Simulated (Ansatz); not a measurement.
## A series in volume scale on AlFe₃H

Results calculated with Ansatz 0.2.0, not measured. Free energy against uniform scaling of the volume at fixed shape and fractions; periodic cell, basis, potentials, k mesh and filling as listed.

The cell before it is scaled or strained (space group Pm-3m, No. 221):
```
CELL_PARAMETERS angstrom
3.71180 0.00000 0.00000
0.00000 3.71180 0.00000
0.00000 0.00000 3.71180
ATOMIC_POSITIONS crystal
Al 0.50000 0.50000 0.50000
Fe 0.50000 0.00000 0.00000
Fe 0.00000 0.50000 0.00000
Fe 0.00000 0.00000 0.50000
H 0.00000 0.00000 0.00000
```

Settings of every row: functional r2SCAN; dispersion none; potentials PAW; wave cutoff 600 eV; density cutoff 2400 eV; k mesh 6x6x6; k shift 0x0x0; occupations fermi dirac; smearing width 0.15 eV; spin collinear.

Limits: coarse k mesh, up to 40 meV an atom off; state may not be the lowest; the cell comes from a prototype or a list of computed structures and needn't be the stable phase.

```
row  volume scale  V (Å³/atom)  energy above lowest point (meV/atom)
  1        0.9406         9.62                                  12.8
  2        0.9703        9.924                                   1.6
  3             1       10.228                                     0
  4        1.0297       10.532                                     ?
  5        1.0594       10.835                                  20.9
```

Question: what energy above lowest point should row 4 give?

Worked fit of energy above lowest point. Take u = (V_r/V)^(2/3) − 1 with V_r = 10.076 Å³ an atom, which is twice the finite (Eulerian) strain; such expansions in the strain, on which the Birch-Murnaghan equation of state is built, carry the rest volume and the bulk modulus. The shown rows have u = 0.03136, 0.01019, -0.00993, -0.04726. Least squares give energy above lowest point = −0.33 + 72.9 × u + 11045 × u² meV/atom; a straight line predicts inner rows, each left out in turn, worse (root mean square 11 against 0.086 meV/atom). All shown rows lie on it to the printed digit. The withheld row has u = -0.02908, so the fit gives −0.33 + 72.9 × (-0.02908) + 11045 × (-0.02908)² = 6.9 meV/atom.

The calculation gave 6.8 meV/atom. The fit lies 0.1 meV/atom (1.5 % of the value, 0.48 % of the column's range) above it, one unit of the last digit.
